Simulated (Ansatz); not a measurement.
Sn: the change of pressure and energy above lowest point with volume scale

All results are calculated (Ansatz 0.2.0). Free energy against uniform scaling of the volume at fixed shape and fractions; periodic cell, basis, potentials, k mesh and filling as listed.

The cell before it is scaled or strained (space group Immm, No. 71):
```
CELL_PARAMETERS angstrom
-1.72650 1.77550 2.33830
1.72650 -1.77550 2.33830
1.72650 1.77550 -2.33830
ATOMIC_POSITIONS crystal
Sn 0.00000 0.00000 0.00000
```

Settings of every row: functional LDA; dispersion none; potentials PAW; wave cutoff 500 eV; density cutoff 2000 eV; k mesh 12x12x12; k shift 0x0x0; occupations fermi dirac; smearing width 0.1 eV; spin none.

Limits: coarse k mesh, up to 40 meV an atom off; minimum outside the range; the cell comes from a prototype or a list of computed structures and needn't be the stable phase.

```
row  volume scale  V (Å³/atom)  pressure (GPa)  energy above lowest point (meV/atom)
  1          0.92       26.378           -1.25                                     0
  2        0.9467       27.143           -2.64                                   9.4
  3        0.9733       27.906               ?                                     ?
  4             1       28.671           -4.77                                  45.3
  5        1.0267       29.437           -5.59                                  70.1
  6        1.0533       30.199           -6.27                                  98.5
  7          1.08       30.965           -6.85                                 129.8
```

Question: what pressure and energy above lowest point should row 3 give?

Worked fit of pressure. Take u = (V_r/V)^(2/3) − 1 with V_r = 29.054 Å³ an atom, which is twice the finite (Eulerian) strain; such expansions in the strain, on which the Birch-Murnaghan equation of state is built, carry the rest volume and the bulk modulus. The shown rows have u = 0.06654, 0.0464, 0.00889, -0.00869, -0.02544, -0.04158. Least squares give pressure = −5.198 + 46.41 × u + 173.5 × u² + 309 × u³ GPa; a parabola predicts inner rows, each left out in turn, worse (root mean square 0.015 against 0.0024 GPa). All shown rows lie on it to the printed digit. The withheld row has u = 0.02724, so the fit gives −5.198 + 46.41 × (0.02724) + 173.5 × (0.02724)² + 309 × (0.02724)³ = -3.80 GPa.

The calculation gave -3.8 GPa. The fit meets it to the printed digit.

Worked fit of energy above lowest point. Take u = (V_r/V)^(2/3) − 1 with V_r = 29.054 Å³ an atom, which is twice the finite (Eulerian) strain; such expansions in the strain, on which the Birch-Murnaghan equation of state is built, carry the rest volume and the bulk modulus. The shown rows have u = 0.06654, 0.0464, 0.00889, -0.00869, -0.02544, -0.04158. Least squares give energy above lowest point = 57.24 − 1415.2 × u + 8098 × u² + 3667 × u³ meV/atom; a parabola predicts inner rows, each left out in turn, worse (root mean square 0.18 against 0.092 meV/atom). The rows lie off it by 0.0, 0.0, 0.0, 0.0, 0.1, 0.0. The withheld row has u = 0.02724, so the fit gives 57.24 − 1415.2 × (0.02724) + 8098 × (0.02724)² + 3667 × (0.02724)³ = 24.8 meV/atom.

The calculation gave 24.8 meV/atom. The fit meets it to the printed digit.
